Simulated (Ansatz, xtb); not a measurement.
**C5H7B: which of two isomers lies lower**

Structure I: `B[C@@H]1C[C@H]1C#C`, a singlet. Structure II: `BC1(C#C)CC1`, a singlet. Both are isolated molecules in the gas phase, relaxed with B3LYP-D3(BJ)/def2-SVP; the shapes shown needn't be the lowest conformers.

I (Å):

```xyz
13

C    -0.3925   -1.7327   -0.3021
C     0.7185   -2.0933   -1.2811
C     0.2537   -0.6775   -1.2647
C    -0.5540   -0.1446   -2.3291
C    -1.2307    0.3106   -3.2263
B    -0.0890   -1.5247    1.1851
H    -0.9320   -1.6748    2.0353
H     1.0244   -1.1822    1.5126
H    -1.3931   -2.0366   -0.6222
H     0.4305   -2.7056   -2.1386
H     1.7104   -2.3032   -0.8737
H     0.9161    0.0507   -0.7862
H    -1.8297    0.7141   -4.0204
```

II (Å):

```xyz
13

C    -0.2852   -1.2879   -0.8563
C    -0.4012   -1.8231   -2.1932
C    -0.5056   -2.2779   -3.3126
C     1.1446   -0.8691   -0.4013
C     0.1851    0.1930   -0.7438
B    -1.2264   -1.7779    0.2592
H    -2.0746   -2.6079    0.0564
H    -1.0964   -1.3053    1.3639
H    -0.6029   -2.6843   -4.3010
H     1.9346   -1.1098   -1.1162
H     1.3988   -1.0426    0.6466
H     0.2937    0.7062   -1.7019
H    -0.2580    0.7916    0.0551
```

Energies in hartree; the thermal terms are from GFN2-xTB frequencies at re-optimised GFN2-xTB minima (ideal gas, soft modes damped towards free rotors, one conformer each, 298.15 K, 1 atm) and include the zero-point energy:

```
                              I           II
E, CCSD(T)/def2-SVP  −218.652170  −218.652924
    E, MP2/def2-SVP  −218.568851  −218.569860
  E, MP2/def2-TZVPP  −218.962661  −218.963969
  zero-point energy     0.099458     0.099304
       H(298 K) − E     0.107311     0.107165
       G(298 K) − E     0.069446     0.069476
```

Problem. Correct the CCSD(T) difference for the basis set by the MP2 change, then work out ΔE, ΔE₀, ΔH and ΔG for I → II in kcal/mol (1 Eh = 627.51 kcal/mol) and the equilibrium ratio [II]/[I].

Solution. 1. Differences II − I: CCSD(T) −0.000754, MP2 in the small set −0.001009, MP2 in the large set −0.001308 Eh.
2. ΔE = −0.000754 + (−0.001308 − (−0.001009)) = −0.001053 Eh = −0.66 kcal/mol.
3. ΔE₀ = ΔE + ΔZPE = −0.001053 + (−0.000154) Eh = −0.76 kcal/mol.
4. ΔH = ΔE + (−0.000146) Eh = −0.75 kcal/mol.
5. ΔG = ΔE + (+0.000030) Eh = −0.64 kcal/mol, so ΔS = (ΔH − ΔG)/T = −1.5 J/(mol K).
6. kT = 0.9442 mEh, so K = [II]/[I] = exp(−ΔG/kT) = exp(+1.08) ≈ 3.

The two are too close for this level to say which is favoured. An error of 1 kcal/mol in ΔG would change K by a factor of 5.4. Mirror images and further conformers aren't counted.

As drawn, both hold the same kinds of bond in the same numbers.

Other levels gave ΔE = +0.4 (GFN2-xTB); +0.1 (HF/STO-3G, GFN2-xTB geometries); +0.5 (r2SCAN-D4/def2-SVP, GFN2-xTB geometries); +0.1 (B3LYP-D3(BJ)/def2-SVP); −0.2 (HF/def2-SVP); −0.6 (MP2/def2-SVP); −0.5 (CCSD(T)/def2-SVP) kcal/mol. The correlated steps freeze 6 core orbitals. Programs: Ansatz 0.2.0, xtb 6.7.1.

The near-degeneracy reflects what the isomers share: a strained three-membered ring, a terminal alkyne and an electron-poor BH₂ group. In both geometries the empty boron p orbital lies nearly parallel to the ring bond opposite the boron-bearing carbon, so it can accept density from the ring's Walsh orbitals. Moving the ethynyl group from the neighbouring carbon to the boron-bearing one leaves this stabilisation largely intact. What remains is a small balance between geminal and vicinal substituent interactions.

In def2-SVP, ΔE moves from −0.2 kcal/mol with HF to −0.5 with CCSD(T), so correlation shifts the balance slightly towards II, possibly because its substituents sit closer together. Vibrational and thermal terms nearly cancel, as expected for such similar bonding, so the calculated difference is mainly electronic. The ratio describes a hypothetical equilibrium between monomers, whereas exchanging the isomers means breaking strong bonds, and a free BH₂ group would be prone to dimerisation or to hydroboration of an alkyne.
